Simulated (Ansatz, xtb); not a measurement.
## C2H4F2 (1,2-difluoroethane): the atomisation enthalpy at 298 K, rung by rung

The species is C2H4F2 (8 atoms), meant as a singlet with charge 0. As SMILES, `FCCF`. Geometry: relaxed at PBE0-D4/def2-TZVP. This is one conformer, not always the lowest.

Each level gives the atomisation enthalpy at 298 K (kJ/mol). The values are calculated. The thermal term (zero-point and 298 K enthalpy, harmonic and unscaled) is that of PBE0-D4/def2-TZVP; the spin-orbit lowering of the free atoms at 298 K, 2.6 kJ/mol by their spectra, is taken off.

Measured value to compare with: Active Thermochemical Tables gives the atomisation enthalpy at 298 K of the gas as 2915 kJ/mol.

```tsv
level	kind	program	value (kJ/mol)	computed − measured	CPU time (all runs)
GFN0-xTB	semi-empirical	xtb	2787	-128	under 2 s
HF/def2-SVPD	Hartree–Fock	Ansatz	2130	-785	1.9 s
SVWN5/def2-SVPD	LDA	Ansatz	3449	+534	2.3 s
BLYP/def2-SVPD	GGA	Ansatz	2926	+11	3.4 s
revPBE/def2-SVPD	GGA	Ansatz	2904	-11	3.2 s
r2SCAN/def2-SVPD	meta-GGA	Ansatz	2946	+31	5.7 s
PBE0/def2-SVPD	global hybrid	Ansatz	2950	+35	3.9 s
MP2/def2-SVPD	perturbation theory	Ansatz	2864	-51	2.1 s
CCSD(T)/def2-SVPD	coupled cluster or CI	Ansatz	2805	-110	17 s
CCSD/def2-SVPD	coupled cluster or CI	Ansatz	2774	-141	11 s
```

Nearest: BLYP/def2-SVPD (+11 kJ/mol), revPBE/def2-SVPD (-11 kJ/mol); farthest: HF/def2-SVPD (-785 kJ/mol). Computed less measured by kind, in kJ/mol (def2-SVPD rows): semi-empirical -128; Hartree–Fock -785; LDA +534; GGA -11 to +11; meta-GGA +31; global hybrid +35; perturbation theory -51; coupled cluster or CI -141 to -110. In a finite basis correlated wave-function methods underbind, so their errors here aren't those of the basis-set limit. The xTB rows lack spin polarisation, so open shells miss the exchange term that lowers them. Times are those of the runs behind each value, whatever else they computed, on shared processors of several kinds: orders of magnitude only.

Hartree–Fock falls short by 785 kJ/mol because forming the C–C, C–H and C–F bonds pairs electrons that are unpaired in the free atoms, and the correlation energy gained in doing so is missing. The local density approximation errs the other way, by +534 kJ/mol: it describes the compact, strongly inhomogeneous atoms worse than the molecule, and gradient corrections remove most of that imbalance. Beyond the GGAs there is no further gain, as r2SCAN and PBE0 both overbind more than BLYP, while revPBE slightly underbinds.

Among the wave-function methods, connected triples strengthen the binding from CCSD to CCSD(T), as expected for electron-rich C–F bonds. That MP2 lies closer to experiment than CCSD(T) probably reflects an overestimated correlation contribution offsetting basis incompleteness, not a better treatment of correlation. The small GGA errors likewise support useful agreement for this molecule, but not a general ranking of functionals. A total atomisation enthalpy also can't show which bonds carry the error.
